**Examination question.** A TiAl₂ crystal is stretched or compressed along its edge a, while the edges b and c and the atoms relax. The table gives the PBEsol results; stress is counted positive in compression. Answer parts 1 to 6.

TiAl2 (Cmmm, 12-atom cell, 15.56 Å³ per atom at zero strain) strained along a, with b, c and the atoms relaxed and the cell angles held. Ansatz 0.2.0, plane-wave PAW, scalar-relativistic PBEsol, no spin polarisation, cutoff 420 eV, k mesh 10×4×10, Gaussian smearing 0.1 eV. Energies are extrapolated to zero smearing; stress is positive in compression.

```csv
strain (%),energy change (meV/atom),volume change (%),c over a,stress xx (GPa),stress yy (GPa),stress zz (GPa)
-6,30.4,-2.52,1.107,9.98,-0.01,0.01
-4,13.5,-1.82,1.076,6.91,0.00,0.01
-2,3.3,-0.96,1.046,3.47,0.00,0.00
0,0.0,0.00,1.018,-0.01,0.02,0.00
2,3.5,1.05,0.992,-3.47,0.00,0.00
4,13.4,2.16,0.968,-6.80,-0.01,-0.01
6,29.3,3.32,0.945,-9.88,0.00,0.00
```

**1. What does a strain of one per cent cost, in stress and in energy?**

About 1.7 GPa and 0.8 meV per atom. The side stresses practically vanish, so the slope of stress xx against strain, with its sign reversed, is Young's modulus $Y$ along a. The two rows at ±2 % give $Y = 173.5$ GPa.

A linear spring stores $\tfrac12 Y V_0 e^2$ per atom, where $e$ is the strain as a fraction and $V_0$ the volume per atom. At 4 % this is

$$\tfrac12 \times 173.5 \times 15.56 \times 0.04^2 / 160.2 = 0.0135\ \text{eV},$$

where 160.2 converts GPa Å³ to eV.

*Remark.* The table has 13.5 and 13.4 meV at −4 and +4 %, and no energy went into the estimate. So close a match on both sides is partly luck: the free energies of the same runs, taken up in part 6, are 13.7 and 13.2 meV. At +6 % the spring law is 1 meV too high, because the crystal's pull no longer grows in proportion to the strain.

**2. Does the crystal keep its volume, or does it keep its sides?**

It lies halfway. With rigid sides the volume would change by the full strain; at constant volume it would not change at all. Near zero strain the table gives half a per cent of volume for each per cent of strain.

The two sides share the response unequally. Volume and c/a together give the edges, and the relaxed cells give them more precisely: at −6 % c has grown by 2.2 % and b by only 1.4 %. The ordering of Ti and Al makes the two directions different, but the table does not show how this favours c.

*Remark.* If b and c were held fixed, the same strain would need more stress. Relaxed sides take the lengths of lowest energy, so any other lengths cost more.

**3. How much would a shrink under 1 GPa of pressure from all sides?**

About 0.3 %. For small strains, a stress along b changes a by the same fraction as an equal stress along a changes b, and the same holds for c. The relative shrinkage of a under pressure from all sides therefore equals the relative volume loss under the same stress along a alone.

Between −2 and +2 % the volume changes by 2.01 % and the stress by 6.94 GPa, which gives $2.01/6.94 = 0.29$ % per GPa.

*Remark.* The limiting case makes this plausible: a crystal that kept its volume under a push along a would not shorten along a under pressure from all sides. The result rests on elastic theory; there is no calculation under such pressure to test it.

**4. Is the crystal harder to compress than to stretch?**

By stress, hardly: 9.98 GPa at −6 % against 9.88 GPa at +6 %. By force, yes. Stress is force divided by the present cross-section, which widens in compression and narrows in tension. Divided by the original cross-section, the forces correspond to 10.4 and 9.6 GPa.

*Remark.* Energy is force times distance, so it follows the second pair: compression by 6 % costs 30.4 meV per atom, stretching 29.3. A cubic curve fitted to the forces of all seven rows and integrated reproduces these energies to about 0.2 meV, as the output below shows. At −6 % the integral gives 30.62 meV, and so does the free energy of that run, so the small gap to the table lies in the kind of energy tabulated (part 6). Stresses and energies thus tell one story.

**5. Why does stretching by 6 % gain more volume than compression by 6 % loses?**

The volume rises by 3.32 % but falls by only 2.52 %, because the sides bulge more under a push than they draw in under a pull. A plausible reason, which these runs do not test, is that repulsion between atoms steepens quickly as they approach, whereas their attraction weakens as they separate. Compression along a would then drive the sides outward more strongly than tension draws them inward, and under a pull the neighbours across the sides, pressed closer together, would resist the narrowing.

*Remark.* The way strain is defined could also produce an asymmetry, so it must be checked. If the logarithms of the edges changed in a fixed ratio, 6 % of compression would lose slightly more volume than stretching gains. The table shows the opposite, so this rule, at least, does not explain the asymmetry.

**6. At ±2 % the energies are 3.3 and 3.5 meV. Is stretching harder there?**

No. These energies are extrapolated to zero smearing of the electron occupations. The free energies with smearing, to which the stresses belong, are 3.38 and 3.37 meV in the same runs. The extrapolation changes steadily with strain and so tilts the energy curve, as a stress of only 0.05 GPa would.

*Remark.* A narrower smearing should bring the two kinds of energy together, but may need a finer k mesh for accurate results. That compression by 6 % costs more than stretching is safe, since the stresses also give it, with a difference of 1.4 meV against 1.1 from the energies; the 0.2 meV at ±2 % is not safe. Nor is the third figure of $Y$: the cubic fit to the forces gives 175.4 GPa at zero strain, against 173.5 GPa from the rows at ±2 %.

Numerical output:

```
fit of nom on 7 rows: coefficient of u -175.4 +/- 0.71, coefficient of u**2 103.2 +/- 4.9, coefficient of u**3 2470 +/- 235; rms 0.0209, worst -4 -0.042, leave-one-out rms 0.0737
fit of volume_change_curve on 7 rows: coefficient of pct 0.4909 +/- 0.0026, coefficient of pct**2 0.01103 +/- 0.0005; rms 0.0235, worst -4 0.033, leave-one-out rms 0.0562
Sides, force and simple models:
  row  b change %  c change %  force per original area GPa  Hooke energy meV/atom  work from stress meV/atom  volume change at constant log ratio %
   -6       1.452       2.218                        10.35                  30.34                      30.62                                 -3.061
   -4      0.7897        1.47                        7.067                  13.48                      13.69                                  -2.03
   -2      0.3632      0.6955                        3.507                  3.371                      3.426                                  -1.01
    0           0           0                        -0.01                      0                          0                                      0
    2     -0.3283     -0.6051                       -3.438                  3.371                      3.372                                      1
    4     -0.6686      -1.108                        -6.68                  13.48                      13.27                                   1.99
    6     -0.9422      -1.601                        -9.63                  30.34                      29.18                                  2.971
Young's modulus along a from the rows at -2 and +2 %, GPa: 173.5
Poisson ratio for b from the rows at -6 and +6 %: 0.1995
Poisson ratio for c from the rows at -6 and +6 %: 0.3183
largest error of the ratio for c from rounding of c/a: 0.008186
Hooke energy less computed energy at +6 %, meV/atom: 1.036
true stress over strain at -6 %, GPa: 166.3
true stress over strain at +6 %, GPa: 164.7
force per original area over strain at -6 %, GPa: 172.5
force per original area over strain at +6 %, GPa: 160.5
mean of the volume changes at -6 and +6 %, %: 0.4
strain at which c equals a, %: 1.385
free energy change with smearing at -2 %, meV/atom: 3.383
free energy change with smearing at +2 %, meV/atom: 3.367
free energy change with smearing at -6 %, meV/atom: 30.62
stress equivalent to the smearing extrapolation, GPa: 0.04709
shift of the energy minimum that this stress makes, % strain: -0.02714
shrinkage of a per GPa of hydrostatic pressure by compliance symmetry, %: 0.2896
```
